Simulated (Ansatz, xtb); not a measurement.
## C5H7F3: which of two isomers lies lower

We compare a, `C=C(CC)C(F)(F)F`, a singlet, with b, `FC(F)(F)C1CCC1`, a singlet. Both are isolated molecules in the gas phase, relaxed with r2SCAN-D4/def2-SVP; each stands in its lowest conformer found.

Quicker runs give these differences E(b) − E(a): GFN2-xTB −0.519 eV; HF/STO-3G −0.952 eV (at GFN2-xTB geometries); r2SCAN-D4/def2-SVP//GFN2-xTB +0.049 eV.

Problem. Estimate which is lower in electronic energy at CCSD(T)/def2-SVP + ΔMP2/def2-TZVPP, and by roughly how much.

Solution. The CCSD(T)/def2-SVP + ΔMP2/def2-TZVPP calculation puts structure a lower, by 0.089 eV.

Level by level:

```csv
level,geometry,E(b) − E(a) (eV),departure from the last row (eV),"job, with rough time for the two"
GFN2-xTB,GFN2-xTB,−0.519,−0.608,"optimisation, 0.15 s"
HF/STO-3G,GFN2-xTB,−0.952,−1.042,"single point, 0.4 s"
r2SCAN-D4/def2-SVP//GFN2-xTB,GFN2-xTB,+0.049,−0.040,"single point, 4.3 s"
r2SCAN-D4/def2-SVP,r2SCAN-D4/def2-SVP,+0.029,−0.060,"optimisation, 39 s"
HF/def2-SVP,r2SCAN-D4/def2-SVP,+0.107,+0.018,part of the CCSD(T) run
MP2/def2-SVP,r2SCAN-D4/def2-SVP,−0.015,−0.105,part of the CCSD(T) run
CCSD(T)/def2-SVP,r2SCAN-D4/def2-SVP,+0.063,−0.026,single point
CCSD(T)/def2-SVP + ΔMP2/def2-TZVPP,r2SCAN-D4/def2-SVP,+0.089,,"single point, 2 min"
```

As drawn, b has 2 C–C in place of 1 C=C. Structure a has no ring, b a 4-membered ring.

GFN2-xTB, HF/STO-3G put the two in the other order. MP2/def2-SVP finds them nearly level. The largest departure from CCSD(T)/def2-SVP + ΔMP2/def2-TZVPP is that of HF/STO-3G, 1.042 eV. The last row adds to CCSD(T) the change of the MP2 difference between the two basis sets, here +0.026 eV.

With thermal terms from frequencies at re-optimised GFN2-xTB minima (ideal gas, soft modes damped towards free rotors, one conformer each, 298.15 K, 1 atm): the zero-point term adds +0.072 eV; ΔH is +0.135 and ΔG +0.180 eV.

The correlated steps freeze 8 core orbitals. Codes used: Ansatz 0.2.0, xtb 6.7.1; the last row on 4 threads of Arm Neoverse V1 on a shared host.

The open-chain alkene a is favoured, but only slightly in electronic energy. Exchanging a π bond for a σ bond would normally favour the cyclic isomer, but the angle strain and eclipsing in the four-membered ring use up that gain. The CF3 group probably narrows the gap compared with the parent hydrocarbons, since an electron-withdrawing substituent stabilises an sp2 carbon less well than an alkyl group does.

The strong preference of HF/STO-3G for the ring comes mainly from its minimal basis, which describes π bonds poorly relative to σ bonds: Hartree–Fock in def2-SVP already favours a. Correlation pulls towards the more compact ring, and MP2 overshoots this shift relative to CCSD(T) in the same basis.

Vibration and entropy both reinforce the preference for a, as the ring is stiffer and lacks the soft ethyl torsion of the chain. The free-energy difference of +0.180 eV therefore supports a as the thermodynamically preferred isomer of this pair at room temperature, but says nothing about how readily the two interconvert.
